# Solution key: the independent-electron assumption in Friedel's d-band cohesion

**Conventions.** Energies are in eV per atom, measured from the atomic d level. $N$ is the number of d electrons per atom and $n=N/10$ the filling of each spin orbital. Cohesion is counted positive, $E_{\rm coh}=E_{\rm atom}-E_{\rm solid}$. A moment $m=N_\uparrow-N_\downarrow$ is a number of electrons.

**Inputs** (approximate, typical of the middle of the 3d row, held constant along it): band width $W=6$ eV, screened on-site repulsion $U=2$ eV, on-site exchange $J=0.7$ eV.

## (a) Derive the bond energy and locate the assumption

The density of states is $10/W$ for $-W/2<\varepsilon<W/2$. Filling $N$ states puts the Fermi level at $\varepsilon_F=-W/2+NW/10$, and

$$E_{\rm bond}=\int_{-W/2}^{\varepsilon_F}\frac{10}{W}\,\varepsilon\,d\varepsilon=\frac{5}{W}\left(\varepsilon_F^2-\frac{W^2}{4}\right)=-\frac{W}{20}N(10-N).$$

The cohesion $-E_{\rm bond}$ is a parabola with zeros at $N=0$ and $10$ and maximum $5W/4$ at $N=5$, which is 7.5 eV for the given $W$.

The assumption examined is that the d electrons are independent. It enters twice. The energy of the solid is taken as the sum of occupied one-electron levels, and the atom is given energy zero whichever spin orbitals its $N$ electrons occupy. Together these steps assert that the interaction energy on a site is the same in the metal and in the free atom. It is not: the atom has a sharp electron number and the largest possible spin, while a site in the band has a fluctuating number and, on average, no spin.

## (b) Set up the on-site interaction

Give every pair of d electrons on a site the energy $U$, lowered by $J$ when the spins are parallel:

$$H_{\rm int}=\frac{U}{2}\hat N(\hat N-1)-\frac{J}{2}\sum_\sigma \hat N_\sigma(\hat N_\sigma-1).$$

Of the 45 pairs of spin orbitals, 25 are antiparallel and cost $U$, and 20 are parallel and cost $U-J$. These are the averages of the full Coulomb matrix elements. In terms of Slater integrals $F^k$, the direct integrals summed over all $m_l,m_l'$ give $25F^0$, and the exchange integrals give $25\sum_k\begin{pmatrix}2&k&2\\0&0&0\end{pmatrix}^2F^k=5F^0+\tfrac{10}{7}(F^2+F^4)$. The difference divided by the 20 ordered pairs with $m_l\ne m_l'$ is $F^0-(F^2+F^4)/14$. Hence $U=F^0$ and $J=(F^2+F^4)/14$.

With $\hat M=\hat N_\uparrow-\hat N_\downarrow$ one has $\sum_\sigma\hat N_\sigma^2=(\hat N^2+\hat M^2)/2$, so

$$H_{\rm int}=\left(\frac U2-\frac J4\right)\hat N^2-\frac J4\hat M^2-\frac{U-J}{2}\hat N .$$

## (c) Derive the first-order correction

**Atom.** The Hund's-rule state is an eigenstate of $H_{\rm int}$ with $\hat N=N$ and $\hat M=m=\min(N,10-N)$.

**Solid.** First order means the expectation value in the unpolarised band determinant, that is, Hartree–Fock. The local density matrix is taken diagonal with every entry $n$, so $\langle \hat n_a\hat n_b\rangle=n^2$ for $a\neq b$ and $\langle\hat n_a^2\rangle=n$. The ten occupations are uncorrelated, each with variance $n(1-n)$. Therefore

$$\langle \hat N^2\rangle-N^2=\langle \hat M^2\rangle=10\,n(1-n)=\frac{N(10-N)}{10}\equiv v .$$

**Difference.** The terms in $N^2$ and $N$ cancel between solid and atom, which leaves

$$\langle H_{\rm int}\rangle_{\rm solid}-\langle H_{\rm int}\rangle_{\rm atom}=\left(\frac U2-\frac J4\right)v-\frac J4 v+\frac J4m^2=\frac{U-J}{2}v+\frac J4m^2 .$$

The cancellation of the mean terms is what centring the band on the atomic level stands for. What survives of $U$ multiplies a charge fluctuation, which the 4s electrons screen, and this is why a screened value is the input. The cohesion to first order is

$$\boxed{E_{\rm coh}^{(1)}=\frac{W-U+J}{20}\,N(10-N)-\frac J4\,m^2,\qquad m=\min(N,10-N)}$$

The repulsion $U$ only rescales the parabola, $W\to W_{\rm eff}=W-U+J$, and cannot make a dip at this order. The term $-Jm^2/4$, the spin-alignment energy of the atom, changes the shape. At half filling

$$E_{\rm coh}^{(1)}(5)=\tfrac54W-\tfrac54U-5J ,$$

where $5J$ is the difference between 10 parallel pairs in the atom and $20\times\frac14=5$ in the band.

**Shape.** Treat $N$ as continuous, as an interpolation between integer atoms. For $N<5$ the slope is $W_{\rm eff}(5-N)/10-JN/2$. It vanishes at

$$N^*=\frac{5W_{\rm eff}}{W_{\rm eff}+5J},\qquad E_{\rm coh}^{(1)}(N^*)=\frac{W_{\rm eff}N^*}{4},$$

and tends to $-5J/2$ as $N\to5$. The curve is symmetric under $N\to10-N$, so for any $J>0$ the single maximum splits in two, with a cusp minimum at $N=5$. Between integers the step is $E(5)-E(4)=W_{\rm eff}/20-9J/4$.

## (d) Check that the unpolarised band is the right reference

Let the solid carry a uniform moment $m_s$. Each spin band has density $5/W$ and energy $-WN_\sigma(5-N_\sigma)/10$, and the sum over spins exceeds $E_{\rm bond}$ by $Wm_s^2/20$. With occupations $N_\sigma/5$, the $U$ term is $\frac U2\left(N^2-\sum_a n_a^2\right)$ with $\sum_a n_a^2=(N^2+m_s^2)/10$, and the $J$ term is $-10J\sum_\sigma (N_\sigma/5)^2=-J(N^2+m_s^2)/5$. In total

$$\Delta E(m_s)=\frac{W-U-4J}{20}\,m_s^2=\left(\frac{W}{20}-\frac I4\right)m_s^2,\qquad I=\frac{U+4J}{5}.$$

The unpolarised band is stable when $I\cdot 5/W<1$, the Stoner condition. The inputs give $I=0.96$ eV and a product of 0.80, so it is stable, with a stiffness of only 0.06 eV per squared unit of moment. The antiferromagnetic order of Cr and Mn depends on the wave vector and lies outside a model that knows only the density of states.

## (e) Evaluate the correction for the 3d inputs

Here $W_{\rm eff}=4.7$ eV. Entries are in eV and rounded separately; the row for $10-N$ equals the row for $N$.

| $N$ | Friedel | $(U-J)v/2$ | $Jm^2/4$ | $E_{\rm coh}^{(1)}$ |
|---|---|---|---|---|
| 1 | 2.7 | 0.6 | 0.2 | 1.9 |
| 2 | 4.8 | 1.0 | 0.7 | 3.1 |
| 3 | 6.3 | 1.4 | 1.6 | 3.4 |
| 4 | 7.2 | 1.6 | 2.8 | 2.8 |
| 5 | 7.5 | 1.6 | 4.4 | 1.5 |

At $N=5$ the correction is $5U/4+5J=2.5+3.5=6.0$ eV, or 80 % of the bond energy. The maxima move to $N^*=2.9$ and $7.1$ with height 3.4 eV, and the step from $N=4$ to $5$ changes from $+0.3$ eV to $-1.3$ eV.

**Assignment to elements.** Take one 4s electron per atom in the metal, an approximate and usual count, so that V, Cr, Mn and Fe have $N=4,5,6,7$. The boxed formula refers to a high-spin $d^Ns^1$ atom. Chromium has this ground configuration. For V, Mn and Fe the ground configuration is $d^{N-1}s^2$, and the promotion energy $\Delta$ must also be subtracted. Approximate values of $\Delta$ are used as inputs. Define the deficit as the distance below the straight line that joins V and Fe.

| | V | Cr | Mn | Fe |
|---|---|---|---|---|
| Friedel | 7.2 | 7.5 | 7.2 | 6.3 |
| $E_{\rm coh}^{(1)}$ | 2.8 | 1.5 | 2.8 | 3.4 |
| $\Delta$ (input) | 0.3 | 0 | 2.1 | 0.9 |
| $E_{\rm coh}^{(1)}-\Delta$ | 2.5 | 1.5 | 0.7 | 2.5 |

The Friedel parabola puts Cr and Mn each 0.6 eV above the line. The first-order term alone gives deficits of 1.5 eV at Cr and 0.3 eV at Mn. With $\Delta$ they become 1.0 eV at Cr and 1.7 eV at Mn.

The large $\Delta$ of Mn has the same origin. An electron promoted into $d^{N-1}$ gains $J$ for each parallel partner: $3J$ in V and $4J$ in Cr, but nothing in Mn, where it must enter the empty minority shell. Continuing the early trend would have given $5J=3.5$ eV. Both deficits thus trace to the half-filled shell of the free atom. The Mn figure rests largely on the input $\Delta$ and is less a prediction than the Cr figure.

**A 4d comparison.** Molybdenum, used as a wiring metal, has the ground configuration $4d^55s^1$, like Cr, and Nb is $4d^45s^1$. With the illustrative inputs $W=9$, $U=1.5$, $J=0.5$ eV, the bond energy is 11.25 eV and the correction 4.4 eV, or 39 %. The model's first-order cohesion is 6.9 eV and its step from $N=4$ to $5$ is $-0.7$ eV. The wider band and smaller $J$ leave a dip about half as deep on a much larger cohesion.

## (f) Size the neglected terms

**Second order in the interaction.** The atom is an eigenstate of $H_{\rm int}$ and has no such term. In the solid a pair $a\neq b$ with repulsion $U_{ab}$ scatters two electrons from below $\varepsilon_F$ to above it. Keep only the single-site contribution, which drops momentum conservation and weights each of the four states by the local density $1/W$. In units of $W$ the holes lie at depths $x_1,x_2\in[0,n]$ and the electrons at heights $x_3,x_4\in[0,1-n]$. Writing $1/s=\int_0^\infty e^{-st}dt$ for the denominator factorises the integral:

$$E^{(2)}=-\frac{k(n)}{W}\left[25U^2+20(U-J)^2\right],$$

$$k(n)=\int\frac{d^4x}{x_1+x_2+x_3+x_4}=\int_0^\infty\frac{(1-e^{-nt})^2(1-e^{-(1-n)t})^2}{t^4}\,dt .$$

At half filling $k=(44\ln2-27\ln3)/12=0.0697$, and $k(0.4)=k(0.6)=0.0645$, $k(0.7)=0.0502$. The bracket divided by $W$ is 22.3 eV. The cohesion rises by 1.4, 1.6, 1.4 and 1.1 eV for V, Cr, Mn and Fe. This is as large as the first-order cohesion of Cr itself. For the Mo inputs the term is 0.6 eV.

The series is not converged for the 3d inputs. The Hellmann–Feynman theorem gives $\delta\langle\hat n_a\hat n_b\rangle=\partial E^{(2)}/\partial U_{ab}=-2U_{ab}k/W$. Summing over pairs at half filling,

$$\delta\langle\hat N^2\rangle=-\frac{4k}{W}\left[25U+20(U-J)\right]=-3.5 ,$$

which exceeds the variance $v=2.5$ that it is meant to reduce. A variance cannot be negative, so higher orders must weaken the suppression, and 1.6 eV indicates only a size. The absolute cohesion is uncertain at the level of an electronvolt.

The deficits are far less sensitive. The cusp belongs to the atomic energy, which is exact within the model, while the energy of the solid varies smoothly with $N$ as long as it stays in one phase. The second-order term lowers each deficit by 0.2 eV, to 0.8 eV at Cr and 1.5 eV at Mn.

**Spin-flip and pair-hopping terms.** They are absent from $H_{\rm int}$ and do not change the first-order average in the unpolarised band. At second order they open 40 further scattering channels, and with amplitudes taken as $J$ these add $40J^2k/W=0.2$ eV at $N=5$, again smoothly in $N$.

**Orbital polarisation of the atom.** A high-spin shell with $N=4,5,6$ is spherical or one particle away from it, and the pair average is then exact. In $d^7$ two minority electrons sit outside a full majority shell. For $m_l=2,1$ their energy is $F^0-8F^2/49-9F^4/441$, which lies $\frac92B$ below the average $U-J$, with the Racah parameter $B=F^2/49-5F^4/441$. The typical ratio $F^4/F^2=0.625$ gives $F^2=6.0$ eV, $B=0.08$ eV and a loss of 0.4 eV for Fe. The line drops, and the deficits shrink by 0.1 eV at Cr and 0.2 eV at Mn. The ferromagnetism of Fe, which the inputs do not produce, acts in the opposite direction.

**The s–d exchange.** In the high-spin $d^Ns^1$ atom the 4s spin has $N_\uparrow$ parallel d partners, against $N/2$ in the unpolarised metal, a loss of $J_{sd}m/2$. With the approximate $J_{sd}=0.15$ eV this is 0.4 eV for Cr. It adds 0.1 eV to the Cr deficit and half of that to the Mn deficit.

## (g) Result

Dropping the independent-electron assumption replaces $W$ by $W-U+J$ and subtracts $Jm^2/4$. For the 3d inputs this removes 6.0 of 7.5 eV at $N=5$ and turns the maximum into a cusp minimum. The model's deficits below the V–Fe line are about 1 eV at Cr and between 1.5 and 2 eV at Mn, each uncertain by a few tenths of an electronvolt from the terms in (f).

The model's absolute values are less reliable. Its first-order cohesions, 1.5 eV for Cr and 0.7 eV for Mn, fall short by more than half of what is typical for these metals, roughly 4 and 3 eV; with the unconverged second-order term they become 3.1 and 2.2 eV, still about a quarter low. The model has no 4s bonding, no s–d hybridisation and no core repulsion, and it holds $W$ fixed along the row.